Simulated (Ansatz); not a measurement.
Sn: energy change per atom and pressure as volume scale varies

Plane-wave DFT, scalar-relativistic PAW made under PBE with cores redone for the functional, no dispersion; the given relaxed cell is scaled uniformly, energy at zero smearing counts from the unscaled cell, pressure at the given Fermi-Dirac smearing is positive in compression. The results are calculated, by Ansatz 0.2.0.

The cell before it is scaled or strained (space group Im-3m, No. 229):
```
CELL_PARAMETERS angstrom
-1.86780 1.86780 1.86780
1.86780 -1.86780 1.86780
1.86780 1.86780 -1.86780
ATOMIC_POSITIONS crystal
Sn 0.00000 0.00000 0.00000
```

Settings of every row: spin polarised no; functional PBEsol; wave cutoff 420 eV; smearing width 0.1 eV; k mesh 13x13x13.

Atom starting moment: 0 on all atoms.

Limits: the cell comes from a prototype or a list of computed structures and needn't be the stable phase.

```
row  volume scale  V (Å³/atom)  energy change per atom (meV)  pressure (GPa)
  1          0.88       22.937                         89.23           10.05
  2          0.92       23.979                         37.74            6.01
  3          0.96       25.022                          9.63            2.81
  4          1.04       27.107                             ?               ?
  5          1.08        28.15                         21.67           -3.33
  6          1.12       29.192                         47.58           -4.61
```

Question: what energy change per atom and pressure should row 4 give?

Worked fit of energy change per atom. Take u = (V_r/V)^(2/3) − 1 with V_r = 25.022 Å³ an atom, which is twice the finite (Eulerian) strain; such expansions in the strain, on which the Birch-Murnaghan equation of state is built, carry the rest volume and the bulk modulus. The shown rows have u = 0.05972, 0.02879, 0, -0.07552, -0.09766. Least squares give energy change per atom = 9.669 + 674.86 × u + 10931.1 × u² meV; a straight line predicts inner rows, each left out in turn, worse (root mean square 29 against 0.72 meV). The rows lie off it by 0.27, -0.42, -0.04, 0.62, -0.44 (root mean square 0.41 meV). The withheld row has u = -0.05196, so the fit gives 9.669 + 674.86 × (-0.05196) + 10931.1 × (-0.05196)² = 4.12 meV.

The calculation gave 5.01 meV. The fit lies 0.89 meV (18 % of the value, 1.1 % of the column's range) below it; its largest miss of a shown row is 0.62 meV.

Worked fit of pressure. Take u = (V_r/V)^(2/3) − 1 with V_r = 25.022 Å³ an atom, which is twice the finite (Eulerian) strain; such expansions in the strain, on which the Birch-Murnaghan equation of state is built, carry the rest volume and the bulk modulus. The shown rows have u = 0.05972, 0.02879, 0, -0.07552, -0.09766. Least squares give pressure = 2.816 + 103.68 × u + 286.6 × u² GPa; a straight line predicts inner rows, each left out in turn, worse (root mean square 0.76 against 0.056 GPa). The rows lie off it by 0.02, -0.03, -0.01, 0.05, -0.03 (root mean square 0.031 GPa). The withheld row has u = -0.05196, so the fit gives 2.816 + 103.68 × (-0.05196) + 286.6 × (-0.05196)² = -1.80 GPa.

The calculation gave -1.73 GPa. The fit lies 0.07 GPa (4 % of the value, 0.48 % of the column's range) below it; its largest miss of a shown row is 0.05 GPa.
